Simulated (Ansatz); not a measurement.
A series in volume scale on As

All results are calculated (Ansatz 0.2.0). Plane-wave DFT, scalar-relativistic PAW made under PBE with cores redone for the functional, no dispersion; the given relaxed cell is scaled uniformly, energy at zero smearing counts from the unscaled cell, pressure at the given Fermi-Dirac smearing is positive in compression.

The cell before it is scaled or strained (space group Fm-3m, No. 225):
```
cell vectors (Å)
   0.0000     2.1218     2.1218
   2.1218     0.0000     2.1218
   2.1218     2.1218     0.0000
atoms (fractions of the cell vectors)
As  0.00000  0.00000  0.00000
```

Settings of every row: spin polarised no; functional r2SCAN; wave cutoff 500 eV; smearing width 0.1 eV; k mesh 14x14x14.

Atom starting moment: 0 on all atoms.

Limits: the cell comes from a prototype or a list of computed structures and needn't be the stable phase.

| row | volume scale | V (Å³/atom) | pressure (GPa) | energy change per atom (meV) |
| --- | --- | --- | --- | --- |
| 1 | 0.88 | 16.812 | 13.79 | 86.2 |
| 2 | 0.92 | 17.576 | 8.15 | 34.85 |
| 3 | 0.96 | 18.341 | ? | ? |
| 4 | 1.04 | 19.869 | -3.07 | 8.41 |
| 5 | 1.08 | 20.633 | -5.41 | 29.35 |
| 6 | 1.12 | 21.397 | -7.3 | 60.12 |

Question: what pressure and energy change per atom should row 3 give?

Worked fit of pressure. Take u = (V_r/V)^(2/3) − 1 with V_r = 19.869 Å³ an atom, which is twice the finite (Eulerian) strain; such expansions in the strain, on which the Birch-Murnaghan equation of state is built, carry the rest volume and the bulk modulus. The shown rows have u = 0.11782, 0.08519, 0, -0.02484, -0.04819. Least squares give pressure = −3.074 + 103.45 × u + 335.7 × u² GPa; a straight line predicts inner rows, each left out in turn, worse (root mean square 0.95 against 0.037 GPa). The rows lie off it by 0.02, -0.03, 0.00, 0.03, -0.02. The pressure vanishes at u = 0.0273, or V = 19.08 Å³ an atom, and there the bulk modulus at fixed shape and fractions is B = −V dP/dV = (2/3)(1 + u) dP/du = 83.4 GPa. The withheld row has u = 0.0548, so the fit gives −3.074 + 103.45 × (0.0548) + 335.7 × (0.0548)² = 3.60 GPa.

The calculation gave 3.59 GPa. The fit lies 0.01 GPa (0.047 % of the column's range) above it, one unit of the last digit.

Worked fit of energy change per atom. Take u = (V_r/V)^(2/3) − 1 with V_r = 19.869 Å³ an atom, which is twice the finite (Eulerian) strain; such expansions in the strain, on which the Birch-Murnaghan equation of state is built, carry the rest volume and the bulk modulus. The shown rows have u = 0.11782, 0.08519, 0, -0.02484, -0.04819. Least squares give energy change per atom = 8.26 − 576.474 × u + 10489.1 × u² meV; a straight line predicts inner rows, each left out in turn, worse (root mean square 30 against 0.59 meV). The rows lie off it by 0.26, -0.42, 0.15, 0.30, -0.28 (root mean square 0.29 meV). The withheld row has u = 0.0548, so the fit gives 8.26 − 576.474 × (0.0548) + 10489.1 × (0.0548)² = 8.17 meV.

The calculation gave 7.58 meV. The fit lies 0.59 meV (7.8 % of the value, 0.75 % of the column's range) above it; its largest miss of a shown row is 0.42 meV.
